**Extrapolating a 44-electron [Kr] 4d⁸ atom in nuclear charge**

The table holds the energy change, the electron-nucleus energy over charge, and the 4d eigenvalue and mean radius of a spherical all-electron atom (Quantum ESPRESSO ld1.x, BLYP, scalar-relativistic, no spin polarisation) for nuclear charges 44.6 to 46. The program fits a truncated expansion in Z to the six rows from 45 to 46 (quadratic energy, linear electron-nucleus term, cubic eigenvalue and inverse radius) and predicts the two withheld rows with error bars. It also tests the hydrogenic curvature, the Hellmann-Feynman slope and a fixed-screening model of the 4d level. All eight predictions fall within 0.54 of their bars, the largest relative miss being the eigenvalue at Z = 44.6 (0.097%). Fixed screening misses that eigenvalue by 0.55 eV, and the energy slope differs from the electron-nucleus term by about 0.7 hartree/e.

Quantum ESPRESSO ld1.x 7.5, all-electron scalar-relativistic Kohn-Sham calculations with the BLYP functional, without spin polarisation, for a spherical 44-electron atom held in the configuration [Kr] 4d8, with a point nucleus of varied charge. Total energies are relative to Rh+ (nuclear charge 45), and the highest level is 4d in every row.

## Program and output

```python
# Table: Quantum ESPRESSO ld1.x spherical all-electron atom, [Kr] 4d8 (44 electrons), BLYP, scalar-relativistic,
# no spin, nuclear charge 44.6-46: energy change, electron-nucleus energy / Z, 4d eigenvalue, 4d mean radius.
# Tested: truncated Z expansion fitted on known rows only, hydrogenic curvature, Hellmann-Feynman slope, fixed screening.
T = {
    'nuclear_charge': [44.6, 44.8, 45.0, 45.2, 45.4, 45.6, 45.8, 46.0],  # e
    'energy_change': [102.18, 51.248, 0.0, -51.563, -103.44, -155.63, -208.14, -260.96],  # hartree
    'electron_nucleus_energy_over_charge': [-253.2, -254.8, -256.3, -257.9, -259.5, -261.0, -262.6, -264.2],  # hartree/e
    'highest_eigenvalue': [-8.9149, -11.154, -13.529, -16.034, -18.661, -21.407, -24.266, -27.234],  # eV
    'highest_level_mean_radius': [1.6456, 1.5967, 1.5524, 1.5119, 1.4747, 1.4402, 1.4081, 1.3781],  # bohr
}
HELD = [0, 1]  # rows withheld from the fit
import numpy as np
from scipy.constants import physical_constants as pc, alpha
Ha = pc['Hartree energy in eV'][0]
keys = ['nuclear_charge', 'energy_change', 'electron_nucleus_energy_over_charge', 'highest_eigenvalue', 'highest_level_mean_radius']
Z, E, V, e, r = (np.array(T[k], float) for k in keys)
K = np.array([i for i in range(len(Z)) if i not in HELD]); H = np.array(sorted(HELD)); x = Z - 45
half = lambda v, s: 0.5 * 10.0**(np.floor(np.log10(np.maximum(np.abs(v), 1.0))) - s + 1)
fit = lambda y, s, k: np.poly1d(np.polyfit(x[K], y[K], k, w=1 / s[K]))
def predict(y, s, k):
    W = np.vander(x[H], k + 1) @ np.linalg.pinv(np.vander(x[K], k + 1) / s[K][:, None])
    p = fit(y, s, k)(x[H])
    return p, np.abs(fit(y, s, k + 1)(x[H]) - p) + np.abs(W).sum(1)
sE, sV, se, sq = half(E, 5), half(V, 4), half(e, 5), half(r, 5) / r**2
pE, pV, pe, pq = fit(E, sE, 2), fit(V, sV, 1), fit(e, se, 3), fit(1 / r, sq, 3)
row = lambda a, f: ' '.join(f % v for v in a)
print('Known rows, Z =', row(Z[K], '%.1f'), '(44 electrons)')
print('second differences: E', row(np.diff(E[K], 2), '%.3f'), 'Ha; 4d level', row(np.diff(e[K], 2), '%.3f'), 'eV')
print('steps: <r>', row(np.diff(r[K]), '%.4f'), 'bohr; 1/<r>', row(np.diff(1 / r[K]), '%.5f'), '1/bohr')
shells = [(1, 0, 2), (2, 0, 2), (2, 1, 6), (3, 0, 2), (3, 1, 6), (3, 2, 10), (4, 0, 2), (4, 1, 6), (4, 2, 8)]
dirac = lambda z, n, k: ((1 + (z * alpha / (n - k + np.sqrt(k * k - (z * alpha)**2)))**2)**-0.5 - 1) / alpha**2
tot = lambda z: sum(N * ((l + 1) * dirac(z, n, l + 1) + (l * dirac(z, n, l) if l else 0)) / (2 * l + 1) for n, l, N in shells)
zm = Z[K].mean(); cD = (tot(zm + .1) - 2 * tot(zm) + tot(zm - .1)) / .01; c0 = -sum(N / n**2 for n, l, N in shells)
cE = 2 * pE[2]
print('d2E/dZ2 (Ha/e^2): energy fit %.3f, slope of V/Z %.2f, hydrogenic %.2f, Dirac hydrogenic %.3f' % (cE, pV[1], c0, cD))
print('model curvature / fitted: hydrogenic %.1f%%, Dirac hydrogenic %.1f%%' % (100 * c0 / cE, 100 * cD / cE))
gap = pE.deriv()(x[K]) - V[K]
print('dE/dZ from fit (Ha/e):', row(pE.deriv()(x[K]), '%.2f'))
print('dE/dZ less V/Z (Ha/e):', row(gap, '%.2f'), '; mean %.2f = %.2f%%, rounding 0.05' % (gap.mean(), 100 * gap.mean() / V[K].mean()))
trap = lambda i: np.sum(0.5 * (V[i][1:] + V[i][:-1]) * np.diff(Z[i]))
print('Z 45 to 46: integral of V/Z %.2f, energy change %.2f, 4d shift %.3f eV = %.3f Ha' % (trap(K), E[K][-1] - E[K][0], e[K][-1] - e[K][0], (e[K][-1] - e[K][0]) / Ha))
hs, hq = np.poly1d(np.polyfit(x[K], np.sqrt(-e[K]), 1)), np.poly1d(np.polyfit(x[K], 1 / r[K], 1))
print('Residuals on known rows (fit less table)')
for n, res, f in [('E quadratic, Ha (rounding 0.005)', pE(x[K]) - E[K], '%.4f'), ('V/Z linear, Ha/e (0.05)', pV(x[K]) - V[K], '%.3f'),
                  ('4d quadratic, eV (0.0005)', fit(e, se, 2)(x[K]) - e[K], '%.4f'), ('4d cubic, eV', pe(x[K]) - e[K], '%.4f'),
                  ('4d fixed screening, eV', -hs(x[K])**2 - e[K], '%.3f'), ('<r> cubic 1/r, bohr (0.00005)', 1 / pq(x[K]) - r[K], '%.5f'),
                  ('<r> fixed screening, bohr', 1 / hq(x[K]) - r[K], '%.4f')]:
    print(' ', n + ':', row(res, f))
sl, fr = -pe.deriv()(x[K]), Ha / r[K]
print('4d fall (eV/e):', row(sl, '%.2f'), '; frozen bound 1/<r>:', row(fr, '%.2f'))
print('fall / bound:', row(sl / fr, '%.3f'))
zero = lambda p: 45 + max([q.real for q in p.roots if abs(q.imag) < 1e-9 and q.real < 0], default=-45)
print('4d level extrapolated to zero at Z: quadratic %.2f, cubic %.2f, fixed screening %.2f' % (zero(fit(e, se, 2)), zero(pe), zero(hs)))
assert np.all(np.diff(E[K], 2) < 0) and -9 < cE < c0
assert np.all(gap < -0.3)
assert np.all(sl < fr) and np.all(np.diff(r[K]) < 0)
print('Withheld rows: prediction +- bar, computed, miss (prediction less computed)')
q, bq = predict(1 / r, sq, 3)
sets = [('energy, Ha', E, 5, 3) + predict(E, sE, 2), ('V/Z, Ha/e', V, 4, 2) + predict(V, sV, 1),
        ('4d level, eV', e, 5, 3) + predict(e, se, 3), ('<r>, bohr', r, 5, 4, 1 / q, bq / q**2)]
for n, y, s, d, p, b in sets:
    for j, i in enumerate(H):
        B = b[j] + half(p[j], s); m = p[j] - y[i]
        print('  Z %.1f %s: %.*f +- %.*f, computed %.*f, miss %+.*f (%.3f%%, %.2f bars)' % (Z[i], n, d, p[j], d, B, d, y[i], d + 1, m, 100 * abs(m / y[i]), abs(m) / B))
print('Simpler models on the withheld rows: prediction, miss')
for i in H:
    a, b, c, g = -hs(x[i])**2, 1 / hq(x[i]), pE.deriv()(x[i]), fit(e, se, 2)(x[i])
    print('  Z %.1f fixed screening: 4d %.3f eV, %+.3f; <r> %.4f bohr, %+.4f' % (Z[i], a, a - e[i], b, b - r[i]))
    print('  Z %.1f quadratic 4d %.3f eV, %+.3f; V/Z from dE/dZ %.2f Ha/e, %+.2f' % (Z[i], g, g - e[i], c, c - V[i]))
J = np.append(H, K[0]); A = np.arange(len(Z))
print('Revealed steps from Z %.1f: E' % Z[J[0]], row(np.diff(E[J]), '%.3f'), 'Ha; 4d', row(np.diff(e[J]), '%.3f'), 'eV; <r>', row(np.diff(r[J]), '%.4f'), 'bohr')
print('all second differences: 4d', row(np.diff(e[A], 2), '%.3f'), 'eV; <r>', row(np.diff(r[A], 2), '%.4f'), 'bohr')
print('slope gap over revealed window %.2f Ha/e' % ((E[J[-1]] - E[J[0]] - trap(J)) / (Z[J[-1]] - Z[J[0]])))
print('mean 4d fall / bound per revealed step:', row(-np.diff(e[J]) / np.diff(Z[J]) / (Ha * 0.5 * (1 / r[J][1:] + 1 / r[J][:-1])), '%.3f'))
```

Printed output:

```
Known rows, Z = 45.0 45.2 45.4 45.6 45.8 46.0 (44 electrons)
second differences: E -0.314 -0.313 -0.320 -0.310 Ha; 4d level -0.122 -0.119 -0.113 -0.109 eV
steps: <r> -0.0405 -0.0372 -0.0345 -0.0321 -0.0300 bohr; 1/<r> 0.01726 0.01668 0.01624 0.01583 0.01546 1/bohr
d2E/dZ2 (Ha/e^2): energy fit -7.863, slope of V/Z -7.87, hydrogenic -7.00, Dirac hydrogenic -7.884
model curvature / fitted: hydrogenic 89.0%, Dirac hydrogenic 100.3%
dE/dZ from fit (Ha/e): -257.03 -258.60 -260.17 -261.75 -263.32 -264.89
dE/dZ less V/Z (Ha/e): -0.73 -0.70 -0.67 -0.75 -0.72 -0.69 ; mean -0.71 = 0.27%, rounding 0.05
Z 45 to 46: integral of V/Z -260.25, energy change -260.96, 4d shift -13.705 eV = -0.504 Ha
Residuals on known rows (fit less table)
  E quadratic, Ha (rounding 0.005): -0.0000 0.0000 -0.0004 -0.0024 0.0011 0.0001
  V/Z linear, Ha/e (0.05): -0.014 0.011 0.037 -0.037 -0.011 0.014
  4d quadratic, eV (0.0005): 0.0023 -0.0030 -0.0021 0.0020 0.0032 -0.0023
  4d cubic, eV: -0.0001 0.0002 -0.0003 0.0001 0.0000 -0.0000
  4d fixed screening, eV: -0.107 0.030 0.099 0.098 0.020 -0.139
  <r> cubic 1/r, bohr (0.00005): -0.00001 0.00002 -0.00002 -0.00000 0.00001 -0.00001
  <r> fixed screening, bohr: -0.0019 0.0005 0.0013 0.0012 0.0002 -0.0013
4d fall (eV/e): 12.21 12.83 13.44 14.02 14.57 15.10 ; frozen bound 1/<r>: 17.53 18.00 18.45 18.89 19.32 19.75
fall / bound: 0.697 0.713 0.728 0.742 0.754 0.765
4d level extrapolated to zero at Z: quadratic 43.70, cubic 43.62, fixed screening 42.60
Withheld rows: prediction +- bar, computed, miss (prediction less computed)
  Z 44.6 energy, Ha: 102.182 +- 0.012, computed 102.180, miss +0.0024 (0.002%, 0.20 bars)
  Z 44.8 energy, Ha: 51.248 +- 0.003, computed 51.248, miss +0.0005 (0.001%, 0.16 bars)
  Z 44.6 V/Z, Ha/e: -253.17 +- 0.17, computed -253.20, miss +0.034 (0.014%, 0.20 bars)
  Z 44.8 V/Z, Ha/e: -254.74 +- 0.15, computed -254.80, miss +0.060 (0.024%, 0.41 bars)
  Z 44.6 4d level, eV: -8.906 +- 0.016, computed -8.915, miss +0.0087 (0.097%, 0.54 bars)
  Z 44.8 4d level, eV: -11.152 +- 0.006, computed -11.154, miss +0.0023 (0.021%, 0.40 bars)
  Z 44.6 <r>, bohr: 1.6452 +- 0.0026, computed 1.6456, miss -0.00040 (0.024%, 0.15 bars)
  Z 44.8 <r>, bohr: 1.5966 +- 0.0008, computed 1.5967, miss -0.00009 (0.006%, 0.11 bars)
Simpler models on the withheld rows: prediction, miss
  Z 44.6 fixed screening: 4d -9.468 eV, -0.553; <r> 1.6330 bohr, -0.0126
  Z 44.6 quadratic 4d -8.854 eV, +0.061; V/Z from dE/dZ -253.88 Ha/e, -0.68
  Z 44.8 fixed screening: 4d -11.457 eV, -0.303; <r> 1.5907 bohr, -0.0060
  Z 44.8 quadratic 4d -11.132 eV, +0.022; V/Z from dE/dZ -255.46 Ha/e, -0.66
Revealed steps from Z 44.6: E -50.932 -51.248 Ha; 4d -2.239 -2.375 eV; <r> -0.0489 -0.0443 bohr
all second differences: 4d -0.136 -0.130 -0.122 -0.119 -0.113 -0.109 eV; <r> 0.0046 0.0038 0.0033 0.0027 0.0024 0.0021 bohr
slope gap over revealed window -0.68 Ha/e
mean 4d fall / bound per revealed step: 0.667 0.687
```
